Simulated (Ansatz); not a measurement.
YS₂: the change of energy above lowest point with volume scale

Results calculated with Ansatz 0.2.0, not measured. Free energy against uniform scaling of the volume at fixed shape and fractions; periodic cell, basis, potentials, k mesh and filling as listed.

The cell before it is scaled or strained (space group Fd-3m, No. 227):
```
cell vectors (Å)
   0.0000     3.9147     3.9147
   3.9147     0.0000     3.9147
   3.9147     3.9147     0.0000
atoms (fractions of the cell vectors)
Y   0.00000  0.00000  0.00000
Y   0.25000  0.25000  0.25000
S   0.62500  0.62500  0.62500
S   0.12500  0.62500  0.62500
S   0.62500  0.12500  0.62500
S   0.62500  0.62500  0.12500
```

Settings of every row: functional PBE; dispersion none; potentials PAW; wave cutoff 550 eV; density cutoff 2200 eV; k mesh 4x4x4; k shift 0x0x0; occupations fermi dirac; smearing width 0.05 eV; spin none.

Limits: coarse k mesh, up to 40 meV an atom off; the cell comes from a prototype or a list of computed structures and needn't be the stable phase.

```csv
row,volume scale,V (Å³/atom),energy above lowest point (meV/atom)
1,0.88,17.598,57.4
2,0.92,18.398,21.4
3,0.96,19.198,?
4,1,19.997,0
5,1.04,20.797,8.7
6,1.08,21.597,27.2
7,1.12,22.397,53.7
```

Question: what energy above lowest point should row 3 give?

Worked fit of energy above lowest point. Take u = (V_r/V)^(2/3) − 1 with V_r = 20.397 Å³ an atom, which is twice the finite (Eulerian) strain; such expansions in the strain, on which the Birch-Murnaghan equation of state is built, carry the rest volume and the bulk modulus. The shown rows have u = 0.10341, 0.07118, 0.01329, -0.01286, -0.03739, -0.06045. Least squares give energy above lowest point = 3.01 − 335.07 × u + 8327.9 × u² meV/atom; a straight line predicts inner rows, each left out in turn, worse (root mean square 22 against 0.046 meV/atom). All shown rows lie on it to the printed digit. Its lowest point lies at u = 0.0201, or V = 19.8 Å³ an atom, and the curvature there gives the bulk modulus at fixed shape and fractions, B = (4/9)(1 + u)² E″(u)/V = 62.3 GPa. The withheld row has u = 0.04121, so the fit gives 3.01 − 335.07 × (0.04121) + 8327.9 × (0.04121)² = 3.3 meV/atom.

The calculation gave 3.3 meV/atom. The fit meets it to the printed digit.
